A crystal of TiSi₂ is stretched and compressed along its long axis b. The other two axes keep their length, and each atom moves in proportion with the cell. The table gives the strain e (the relative change of b), the energy change and the tensile stress along b, which is negative in compression.

TiSi₂ (Cmcm, 6 atoms in the cell, conventional a = 3.548, b = 13.561, c = 3.579 Å, 14.35 Å³ an atom), strained along b with a, c and the fractional coordinates fixed. Ansatz 0.2.0, plane-wave PAW, PBE, scalar-relativistic, no spin polarisation, cutoff 420 eV, 14×14×14 k mesh, Gaussian smearing of 0.15 eV. Energies are free energies relative to the unstrained cell.

| strain | energy change (meV/atom) | tensile stress along pattern (GPa) |
| --- | --- | --- |
| -0.06 | 44.6 | -17.89 |
| -0.045 | 24.2 | -12.67 |
| -0.03 | 10.3 | -7.98 |
| -0.015 | 2.5 | -3.78 |
| 0 | 0.0 | -0.02 |
| 0.015 | 2.3 | 3.34 |
| 0.03 | 8.8 | 6.35 |
| 0.045 | 19.2 | 9.04 |
| 0.0525 | 25.7 | 10.26 |
| 0.06 | 33.0 | 11.41 |

At 6 % strain the stress is 17.89 GPa in compression but only 11.41 GPa in extension. The three parts look for the cause.

**(a) Does the difference lie in the energy of the crystal, or does it come from the way stress is defined?**

Stress is force per area, so a changing cross-section could distort the comparison. Here the cross-section is constant, because the two axes that span it are held. The stress is then simply the slope of the energy against strain, divided by the volume of the undisturbed cell.

This can be checked by adding up the work done by the stress. It comes to 44.9 meV an atom for 6 % compression and 32.8 for 6 % extension, against 44.6 and 33.0 in the energy column. The two columns therefore tell the same story.

A crystal of constant stiffness would have a parabola for its energy, with equal values at equal strains of either sign. The computed energy is 1.35 times as large on the compressed side. The difference thus belongs to the crystal itself, and its cause has to be sought in the forces between the atoms.

**(b) Many bonds are inclined to b and turn as the crystal is stretched. Could this turning explain the difference, even if each bond were a perfect spring?**

The idea is tempting, because turning does make the response of perfect springs non-linear. Take a spring of constant k, length r and rest length L, whose extent along b is y. Its pull along b is k(r − L) multiplied by y/r, which gives

force along b = k·y − k·L·(y/r).

The first term is a straight line in y. The ratio y/r in the second term measures how well the spring is aligned with b.

Two limits show what this ratio does. For a spring that lies along b it is always 1, and the force is a straight line. A spring almost at right angles to b starts near 0 and turns towards b when stretched. The ratio then rises, but ever more slowly as it approaches 1. As it is subtracted, the force grows ever faster, so an inclined spring becomes stiffer in extension.

The shortest Si–Si contact, about 48° from b, serves as an example. If it were a perfect spring, free of force at zero strain, the stress at 6 % compression would be 0.91 times that at 6 % extension. The calculation gives 1.57 times.

The failure does not depend on the chosen contact, because the argument holds for every tilt and rest length, and so for any network of such springs. The computed stiffness, meaning the change of stress per change of strain, falls at every step, from 348 GPa at the compressed end to 153 GPa at the stretched end. Turning bonds work against this trend. The argument covers forces along the line between two atoms, not forces that resist a change of bond angle.

**(c) Does the crystal change its state at some strain, or does it soften gradually? Find a simple law for the stress and test it at 6 % strain.**

A change of state should show as a jump in the stiffness. Instead, each equal step of strain takes away about a tenth of the stiffness that was left, and the two shorter steps at the end continue the fall. The softening is gradual. A weak electronic change could still be blurred by the smearing, and distortions that lower the symmetry were not tried.

Standard bonding theory offers a cause, which again shows best in the limits. When atoms are pushed together, their electron clouds overlap and the repulsion rises steeply. When they are pulled far apart, the bonding fades and the force must finally vanish. A smooth curve between these limits is steep on the compressed side and flattens on the stretched side. The undisturbed crystal sits where repulsion and attraction balance, and there the stiffness is already falling.

A simple energy curve with this behaviour is −E₀(1 + a·e)·exp(−a·e), where E₀ sets the depth and a how quickly the forces fade with strain. Its slope, divided by the volume, is the stress

σ = C·e·exp(−a·e),

where C is the stiffness at zero strain. The exponential factor weakens the response in extension and strengthens it in compression. A fit to the five rows within 3 % strain gives C = 237 GPa and a = 3.7.

The rows at 6 % were not part of the fit, so they test the law. With constant stiffness the stress would be 237.3 × 0.06 = 14.24 GPa in both directions (further figures of the fit are kept here). The exponent a·e is 3.706 × 0.06 = 0.222, which changes this value as follows:

- extension: 14.24 × exp(−0.222) = 11.4 GPa
- compression: 14.24 × exp(+0.222) = 17.8 GPa

Both results lie within about 1 % of the table. The output below also shows a curve whose stiffness falls in a straight line; it has as many constants but misses the outer rows by more.

The good fit supports gradual softening, but it does not prove the cause. The calculation does not split the energy into repulsion and bonding, so that step rests on theory. Nor does the law give a breaking strength. It places the greatest stress at e = 1/a, about 27 %, far beyond the last row, where the computed stress is still rising.

For practical use, C is the stiffness of a crystal held at its sides, with atoms that may not settle into better positions after the strain. A bar free to contract sideways is softer. Letting the atoms settle would lower the energies of the strained cells, by an amount that was not computed.

For a neighbouring case, the law says that the ratio of the two stresses is exp(2a·e). At 3 % strain this is about 1.25, so halving the strain roughly halves the excess. Where steep repulsion and fading bonds govern the response, harder compression than extension is a sensible first guess for another crystal strained along one axis. An open framework whose links mainly turn, rather than change length, may do the opposite, for the reason given in part (b). The size of the effect has to be calculated for each.

Numerical output:

```
fit of sig on 5 rows (abs(strain) < 0.031): coefficient of strain*exp(-s*strain) 237.3 +/- 0.1, s 3.706; rms 0.0038, worst 0.015 0.00691, leave-one-out rms 0.0125
  rows outside the fit (model, value, miss): -0.06 -17.78, -17.87, 0.0867; -0.045 -12.62, -12.65, 0.0338; 0.045 9.038, 9.06, -0.0222; 0.0525 10.26, 10.28, -0.0249; 0.06 11.4, 11.43, -0.0312
Stress in GPa, and stiffness between a row and the one before:
     row  stiffness GPa  tilted spring GPa  fading curve GPa  linear-fall curve GPa
   -0.06            n/a             -13.51            -17.78                 -17.51
  -0.045            348             -10.27            -12.62                 -12.54
   -0.03          312.7             -6.941            -7.956                  -7.96
  -0.015            280             -3.515            -3.763                 -3.781
     0.0          250.7                  0                 0                      0
   0.015            224              3.604             3.367                  3.384
    0.03          200.7              7.295              6.37                   6.37
   0.045          179.3              11.07             9.038                  8.959
  0.0525          162.7              12.99             10.26                   10.1
    0.06          153.3              14.93              11.4                  11.15
Stress at 6 % compression over stress at 6 % extension: 1.568
Energy at 6 % compression over energy at 6 % extension: 1.352
Work of the stress up to 6 % extension, meV/atom: 32.84
Work of the stress up to 6 % compression, meV/atom: 44.85
Clamped stiffness at zero strain, GPa: 237.3
Stress at 6 % strain if the stiffness stayed constant, GPa: 14.24
Smallest ratio of successive stiffnesses, equal steps: 0.8936
Largest ratio of successive stiffnesses, equal steps: 0.8985
Tilt of the shortest Si-Si contact from b, degrees: 48.01
Compression over extension stress at 6 %, tilted spring: 0.9052
Largest miss of the fading curve in any row, GPa: 0.08673
Largest miss of the linear-fall curve in any row, GPa: 0.36
```
